**Q:** I measure Mössbauer spectra of tin compounds, and I tend to read the isomer shift as a measure of the charge that tin has lost. Does that hold for these five crystals?

**A:** Only in part, as the row of elemental tin shows.

Five tin crystals in Ansatz 0.2.0: scalar-relativistic LDA without spin polarisation, all-electron PAW with datasets made for each crystal, cells and atoms fixed. Contact densities are means over a Gaussian nucleus, and Vzz is the principal field gradient of largest magnitude. Bader charges come from frozen-core PAW runs; outer s and p electrons are Löwdin populations.

| compound | space group | site of Sn | nearest neighbour | distance (Å) | first-shell neighbours | contact density less that in SnO2 (e/angstrom^3) | Bader charge (e) | outer s electrons (e) | outer p electrons (e) | Vzz (1e21 V/m^2) |
| --- | --- | --- | --- | --- | --- | --- | --- | --- | --- | --- |
| SnO2 | 136 | 2:mmm | O | 2.05 | 6 | 0 | 2.44 | 0.88 | 1.44 | 5.7 |
| Sn | 227 | 8:-43m | Sn | 2.81 | 4 | 141 | 0.00 | 1.41 | 2.58 | 0.0 |
| SnO | 129 | 2:4mm | O | 2.22 | 4 | 188 | 1.24 | 1.61 | 1.60 | -16.9 |
| SnTe | 225 | 4:m-3m | Te | 3.16 | 6 | 240 | 0.59 | 1.89 | 2.01 | 0.0 |
| SnSe | 225 | 4:m-3m | Se | 3.01 | 6 | 250 | 0.81 | 1.89 | 1.77 | 0.0 |

The shift of $^{119}$Sn rises with the electron density at the nucleus, called the contact density and given here relative to SnO2. Among the four compounds this density does tend to fall as the Bader charge grows, though SnSe stands slightly above the less charged SnTe. But if lost charge were all that lowered it, neutral elemental tin would stand highest. It stands second lowest, below three compounds in which tin has a positive Bader charge. The column that does keep step is the number of outer s electrons: down the table it never falls, while the number of outer p electrons goes up and down.

**Q:** Why should s electrons matter so much more than p electrons?

**A:** An s wave is finite at the nucleus, whereas a p wave has a node there. Relativity gives some p electrons a little density at a heavy nucleus, but far less than s electrons have. Most of the contact density belongs to the deep s shells, which hardly notice the chemistry. What differs between compounds is mainly the small share of the outermost s shell, and the whole spread in the table is only about 0.02 % of the total.

**Q:** Can a calculation be trusted with so small a difference?

**A:** Much of the error in the deep shells is common to all the crystals and cancels. A second set of runs, with frozen-core datasets that were made for PBE, puts SnO, SnTe and SnSe above elemental tin by 47, 99 and 110 e/Å$^3$. The all-electron values in the table give the same differences to within about 1 e/Å$^3$. For SnO2 too the two sets agree: both put it below elemental tin by about 141 e/Å$^3$. The agreement supports the datasets but doesn't test LDA, which both sets of runs share. LDA is known to make the band gap of SnO2 much too small, and the same error may affect how strongly tin s and oxygen p orbitals mix.

**Q:** Then why does elemental tin stand so low, when it has lost no electrons at all?

**A:** It has moved them from one shell to another. A free tin atom has two 5s and two 5p electrons. In the diamond structure each atom forms four equal bonds, and for these it mixes s with p, which takes electrons out of the s shell. The textbook limit is one s and three p electrons; the calculation gives 1.41 and 2.58, still about four in all.

In SnO, tin does give up charge: compared with the free atom, the s and p shells have each lost about 0.4 electrons. Compared with elemental tin, however, it has 0.98 fewer p electrons and 0.20 more s electrons. The atom as a whole is poorer in electrons, yet its nucleus sits in a higher density. SnTe and SnSe show the same pattern.

**Q:** What changes when SnO becomes SnO2?

**A:** This time the s shell pays most of the price. When the tin 5s orbital meets the p orbitals of oxygen, they form a lower, bonding combination and an upper, antibonding one, and each contains part of the 5s orbital. In divalent tin both combinations are largely filled, so the s shell keeps most of its electrons. In SnO2 the upper one is empty and forms the bottom of the conduction band. The populations bear this out: from SnO to SnO2 tin loses 0.73 s electrons but only 0.16 p electrons.

**Q:** The formal configuration of tetravalent tin has no 5s electrons. Why does the table still list 0.88?

**A:** The lower combination is filled, and tin keeps its part of it. A Löwdin population also counts the tails of neighbouring atoms' orbitals that reach into the tin atom. It is a scale for comparing crystals, and a rough one when the neighbours differ, not a count of formal electrons.

**Q:** I deposit SnO as a p-type channel material and worry about SnO2 in the film. Does this help me?

**A:** Yes, because the two oxides differ by 188 e/Å$^3$, three quarters of the whole spread. Tin that has been oxidised too far should show up as a separate line at a lower shift. An average shift is less safe. Elemental tin in the diamond structure lies between the two oxides, so its contact density could be mistaken for that of a mixture. White tin, the usual form at room temperature, isn't in the table.

**Q:** Can you turn the argument into a number?

**A:** Suppose that every outer s electron adds the same density at the nucleus. Then $\Delta\rho = k\,\Delta n_s$, where $\Delta\rho$ is the contact density less that in SnO2, $\Delta n_s$ is the gain in outer s electrons over SnO2, and $k$ is the density per s electron. The two oxides alone fix $k$:

$$k = \frac{188}{1.61-0.88} \approx 258\ \text{e/Å}^3 .$$

Elemental tin played no part in this. It has $1.41-0.88=0.53$ more s electrons than SnO2, so the estimate is $258\times0.53\approx137$ e/Å$^3$. The calculation gives 141, about 3 % more. The rounding of the table entries could account for much of the difference. A neutral element thus falls close to the line drawn through two oxides, although its p population is far larger than theirs.

**Q:** And the other two compounds?

**A:** There the estimate is too high, by about 8 % for SnTe and 4 % for SnSe, which is more than rounding explains. Either the density per s electron isn't quite constant, or the tails of the anions' orbitals add more to the s count in these two compounds. The estimate also gives both compounds the same value, because their s populations are equal. It explains why they stand at the top of the series, but not their order.

**Q:** Before we come to that order: SnO is divalent too. Why does it have fewer s electrons than SnTe and SnSe?

**A:** The shape of the site offers a reason. In rocksalt SnTe and SnSe, tin sits at a centre of inversion, which forbids a lone pair that leans to one side. In SnO the four oxygen neighbours lie on one side of tin. Tin p orbitals can then mix into the filled antibonding combination of tin s and oxygen p, which becomes a lone pair that points the other way. Part of the s character is carried into empty states by this mixing, and the s population falls.

The field gradient fits this picture. Its largest component, Vzz, is $-16.9\times10^{21}$ V/m$^2$ in SnO, and the negative sign means extra electron density along the axis of the site. In the rocksalt crystals it is zero by symmetry. Its exact size in SnO is less certain, because the atoms still feel forces in the fixed cell and spin-orbit coupling is left out. The anion changes along with the structure, so the table can't tell how much of the missing 0.28 s electrons is due to the lone pair.

**Q:** Now the last pair. What sets SnSe above SnTe if their s populations are equal?

**A:** Two known effects point the right way. Tin in SnTe has 0.24 more p electrons, and p electrons shield the s electrons from the nuclear charge, so that the s cloud spreads out and thins at the nucleus. In SnSe the neighbours are 0.15 Å closer, which can squeeze the s cloud inwards. The difference to be explained is only about 10 e/Å$^3$. By the estimate above, 0.04 s electrons would be enough for it, so the equal s populations, which include tails from the anions, may also hide a small real difference. Spin-orbit coupling, which these runs leave out, could shift the two densities by different amounts too, and it matters more in SnTe with its heavier anion.

**Q:** Can you decide between them?

**A:** Not with these rows. If shielding alone made the difference, each p electron would cost about 42 e/Å$^3$. Elemental tin, rich in p electrons, should then lie some 43 e/Å$^3$ below the estimate from s electrons, but it lies slightly above. So a fixed cost per p electron doesn't describe the series. The test is a weak one, since the p population of elemental tin includes tails from its tin neighbours. A calculation of one compound at several cell sizes would show the effect of distance with the anion unchanged, though the s and p populations would have to be followed too.

**Q:** May I compare the SnSe value with my own sample?

**A:** Not directly, if your sample is ordinary SnSe. The row is for the rocksalt form, while the ordinary form has a less symmetric tin site, where s and p can mix as they do in SnO.

**Q:** How should I think about a tin compound that isn't in the table?

**A:** Ask where the s electrons are before you ask about the charge. If the antibonding combination of tin s and anion p is filled, the s shell keeps most of its electrons and the contact density is high. If it is empty, the density is low. Elemental tin in the diamond structure is the reminder that bonding can also lower the s population, and with it the contact density, when no charge has left the atom.
